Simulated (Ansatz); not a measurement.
# Al: energy above lowest point and pressure against volume scale

Results calculated with Ansatz 0.2.0, not measured. Free energy against uniform scaling of the volume at fixed shape and fractions; periodic cell, basis, potentials, k mesh and filling as listed.

The cell before it is scaled or strained (space group Im-3m, No. 229):
```
Al
1.0
     -1.5912     1.5912     1.5912
      1.5912    -1.5912     1.5912
      1.5912     1.5912    -1.5912
Al
1
Direct
  0.00000 0.00000 0.00000
```

Settings of every row: functional r2SCAN; dispersion none; potentials PAW; wave cutoff 530.62 eV; density cutoff 2122.5 eV; k mesh 13x13x13; k shift 0x0x0; occupations gaussian; smearing width 0.1 eV; spin none.

Limits: coarse k mesh, up to 40 meV an atom off; the cell comes from a prototype or a list of computed structures and needn't be the stable phase.

| row | volume scale | V (Å³/atom) | energy above lowest point (meV/atom) | pressure (GPa) |
| --- | --- | --- | --- | --- |
| 1 | 0.88 | 14.181 | 83.6 | 14.9 |
| 2 | 0.92 | 14.826 | 35.8 | 9.07 |
| 3 | 0.96 | 15.471 | 9.2 | 4.31 |
| 4 | 1 | 16.115 | 0 | 0.41 |
| 5 | 1.04 | 16.76 | 5 | -2.78 |
| 6 | 1.08 | 17.404 | ? | ? |
| 7 | 1.12 | 18.049 | 47.4 | -7.42 |

Question: what energy above lowest point and pressure should row 6 give?

Worked fit of energy above lowest point. Take u = (V_r/V)^(2/3) − 1 with V_r = 15.793 Å³ an atom, which is twice the finite (Eulerian) strain; such expansions in the strain, on which the Birch-Murnaghan equation of state is built, carry the rest volume and the bulk modulus. The shown rows have u = 0.07441, 0.04302, 0.01383, -0.01337, -0.03884, -0.08517. Least squares give energy above lowest point = 2.69 + 335.2 × u + 10104 × u² meV/atom; a straight line predicts inner rows, each left out in turn, worse (root mean square 25 against 0.078 meV/atom). The rows lie off it by 0.0, 0.0, -0.1, 0.0, 0.1, 0.0. Its lowest point lies at u = -0.0166, or V = 16.19 Å³ an atom, and the curvature there gives the bulk modulus at fixed shape and fractions, B = (4/9)(1 + u)² E″(u)/V = 85.9 GPa. The withheld row has u = -0.0627, so the fit gives 2.69 + 335.2 × (-0.0627) + 10104 × (-0.0627)² = 21.4 meV/atom.

The calculation gave 21.5 meV/atom. The fit lies 0.1 meV/atom (0.12 % of the column's range) below it, one unit of the last digit.

Worked fit of pressure. Take u = (V_r/V)^(2/3) − 1 with V_r = 15.793 Å³ an atom, which is twice the finite (Eulerian) strain; such expansions in the strain, on which the Birch-Murnaghan equation of state is built, carry the rest volume and the bulk modulus. The shown rows have u = 0.07441, 0.04302, 0.01383, -0.01337, -0.03884, -0.08517. Least squares give pressure = 2.259 + 143.57 × u + 351.9 × u² GPa; a straight line predicts inner rows, each left out in turn, worse (root mean square 0.87 against 0.014 GPa). The rows lie off it by 0.01, -0.02, 0.00, 0.01, 0.01, 0.00. The pressure vanishes at u = -0.0164, or V = 16.19 Å³ an atom, and there the bulk modulus at fixed shape and fractions is B = −V dP/dV = (2/3)(1 + u) dP/du = 86.6 GPa. The withheld row has u = -0.0627, so the fit gives 2.259 + 143.57 × (-0.0627) + 351.9 × (-0.0627)² = -5.36 GPa.

The calculation gave -5.36 GPa. The fit meets it to the printed digit.
